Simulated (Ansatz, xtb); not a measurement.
C4H4N2OSi: which of two isomers lies lower

We compare a, `N#Cc1cnc([SiH3])o1`, a singlet, with b, `N#Cc1ocnc1[SiH3]`, a singlet. Both are isolated molecules in the gas phase, relaxed with B3LYP-D3(BJ)/def2-SVP.

a (Å):

```yaml
atoms:
  - { symbol: C, position_ang: [0.6796, -0.9294, 2.0550] }
  - { symbol: C, position_ang: [0.3135, -0.6939, 0.7077] }
  - { symbol: C, position_ang: [0.9237, -0.9575, -0.4946] }
  - { symbol: C, position_ang: [-0.9414, 0.0019, -0.9209] }
  - { symbol: N, position_ang: [1.0040, -1.1346, 3.1512] }
  - { symbol: N, position_ang: [0.1111, -0.5086, -1.5047] }
  - { symbol: O, position_ang: [-0.8768, -0.0817, 0.4382] }
  - { symbol: Si, position_ang: [-2.4446, 0.7938, -1.7559] }
  - { symbol: H, position_ang: [1.8844, -1.4367, -0.6721] }
  - { symbol: H, position_ang: [-1.9787, 1.9551, -2.5580] }
  - { symbol: H, position_ang: [-3.0791, -0.2193, -2.6392] }
  - { symbol: H, position_ang: [-3.3826, 1.2286, -0.6892] }
```

b (Å):

```csv
atom,x (Å),y (Å),z (Å)
C,-1.0944,1.1097,1.3235
C,-0.2721,0.4206,0.3982
C,1.5761,-0.2566,-0.4625
C,-0.5484,-0.3587,-0.7046
N,-1.7938,1.6648,2.0661
N,0.6725,-0.7753,-1.2306
O,1.0871,0.4850,0.5521
Si,-2.1969,-0.8513,-1.4701
H,2.6597,-0.3421,-0.5314
H,-3.2820,-0.2338,-0.6620
H,-2.2467,-0.3577,-2.8727
H,-2.3150,-2.3343,-1.4543
```

Quicker runs give these differences E(b) − E(a): GFN2-xTB +4.38 kJ/mol; HF/STO-3G +8.58 kJ/mol (at GFN2-xTB geometries); r2SCAN-D4/def2-SVP +1.53 kJ/mol (at GFN2-xTB geometries).

Question: Estimate E(b) − E(a) at the level CCSD(T)/def2-SVP + ΔMP2/def2-TZVPP.

Answer: Too close to call at this level: CCSD(T)/def2-SVP + ΔMP2/def2-TZVPP gives E(b) − E(a) = −3.91 kJ/mol.

How the difference moves with the method:

| level | geometry | E(b) − E(a) (kJ/mol) | departure from the last row (kJ/mol) | job, with rough time for the two |
| --- | --- | --- | --- | --- |
| GFN2-xTB | GFN2-xTB | +4.38 | +8.29 | optimisation, 0.25 s |
| HF/STO-3G | GFN2-xTB | +8.58 | +12.49 | single point, 1.1 s |
| r2SCAN-D4/def2-SVP | GFN2-xTB | +1.53 | +5.44 | single point, 6 s |
| B3LYP-D3(BJ)/def2-SVP | B3LYP-D3(BJ)/def2-SVP | −3.33 | +0.57 | optimisation, 2.9 min |
| HF/def2-SVP | B3LYP-D3(BJ)/def2-SVP | −4.67 | −0.76 | part of the CCSD(T) run |
| MP2/def2-SVP | B3LYP-D3(BJ)/def2-SVP | −5.09 | −1.18 | part of the CCSD(T) run |
| CCSD(T)/def2-SVP | B3LYP-D3(BJ)/def2-SVP | −4.68 | −0.77 | single point |
| CCSD(T)/def2-SVP + ΔMP2/def2-TZVPP | B3LYP-D3(BJ)/def2-SVP | −3.91 |  | single point, 1.7 min |

As drawn, both hold the same kinds of bond in the same numbers.

The largest departure from CCSD(T)/def2-SVP + ΔMP2/def2-TZVPP is that of HF/STO-3G, 12.49 kJ/mol. A small imaginary or near-zero mode remains, so no thermal terms are given. The last row adds to CCSD(T) the change of the MP2 difference between the two basis sets, here +0.77 kJ/mol.

The correlated steps freeze 12 core orbitals. Codes used: Ansatz 0.2.0, xtb 6.7.1; the last row on 2 threads of Intel(R) Xeon(R) Platinum 8259CL CPU @ 2.50GHz (Skylake/Cascade Lake) on a shared host.

The calculation leans slightly towards b, with silicon on the ring carbon next to the nitrile-bearing one, but doesn't settle the order. Both isomers keep the oxazole ring and the nitrile at the same ring position; only the silyl group moves, so most bonding and correlation contributions cancel. Indeed, HF/def2-SVP and CCSD(T)/def2-SVP give almost the same difference, −4.67 and −4.68 kJ/mol.

What remains is probably a balance of local electrostatics. Carbon between oxygen and nitrogen can better accommodate the negative charge induced by electropositive silicon, which favours a, whereas b places the σ-donating silyl group beside the carbon bearing the electron-withdrawing nitrile.

The sign change between the quicker runs and the later rows can't be assigned to electronic treatment alone, because the geometries change too. Even the two Hartree–Fock rows differ in both basis and structure. A single-point comparison on common geometries would be needed to separate these effects.
